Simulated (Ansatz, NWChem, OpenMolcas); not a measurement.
**How methods differ on C2H2F4 (norflurane)**

The species is C2H2F4 (8 atoms), meant as a singlet with charge 0. As SMILES, `FCC(F)(F)F`. The shape is that of a PBE0-D4/def2-TZVP optimisation.

```xyz
8

F    -0.2246   -1.5065    0.9152
C    -0.2112   -0.7378   -0.2117
C     0.2112    0.6743    0.1355
F     1.4344    0.7113    0.6624
F     0.2171    1.4118   -0.9821
F    -0.6246    1.2436    1.0029
H     0.5020   -1.1486   -0.9301
H    -1.2123   -0.7051   -0.6479
```

Each level gives the vertical energy of the triplet above the singlet (eV). The values are calculated.

```
          level                    kind     program  value (eV)  CPU time (all runs)
     HF/cc-pVDZ            Hartree–Fock      Ansatz       10.44                 24 s
   BLYP/cc-pVDZ                     GGA      NWChem        8.81              3.5 min
 revPBE/cc-pVDZ                     GGA      NWChem        8.79              3.2 min
  BHLYP/cc-pVDZ           global hybrid  OpenMolcas       10.21                2 min
 M06-2X/cc-pVDZ         hybrid meta-GGA  OpenMolcas       10.02              2.5 min
   PBE0/cc-pVDZ           global hybrid      Ansatz        9.51                 46 s
wB97M-V/cc-pVDZ  range-separated hybrid      Ansatz        9.82              7.2 min
 B2PLYP/cc-pVDZ           double hybrid      NWChem        9.90                 55 s
```

The values span 8.79 to 10.44 eV. A triplet this far above the singlet is often a Rydberg-like or dissociative state; sets without diffuse functions put Rydberg states too high. PBE0/cc-pVDZ lies far from functionals of the same kind, perhaps in another electronic state. CPU times are rough (shared hosts, several kinds of processor): they show what a rung costs within a factor of a few.

All the methods put the triplet far above the singlet, as expected for a saturated fluorocarbon. With no π system, the excitation has to take an electron from a σ-bonding or fluorine lone-pair orbital into a σ* or diffuse orbital, and fluorine's electronegativity holds the occupied levels deep.

The two GGAs agree closely at the bottom, and Hartree–Fock is at the top. The gap broadly grows with the share of exact exchange, probably because semilocal exchange treats the compact occupied orbital and the more extended one unevenly. The order isn't strict: M06-2X and B2PLYP fall below BHLYP despite having slightly more exact exchange, so the rest of the functional matters too. Hartree–Fock's high value is no sign of accuracy, since neglecting correlation would by itself usually favour the triplet, which has one fewer opposite-spin pair.

These vertical energies don't give the threshold for breaking a bond, which could be much lower once the triplet relaxes.
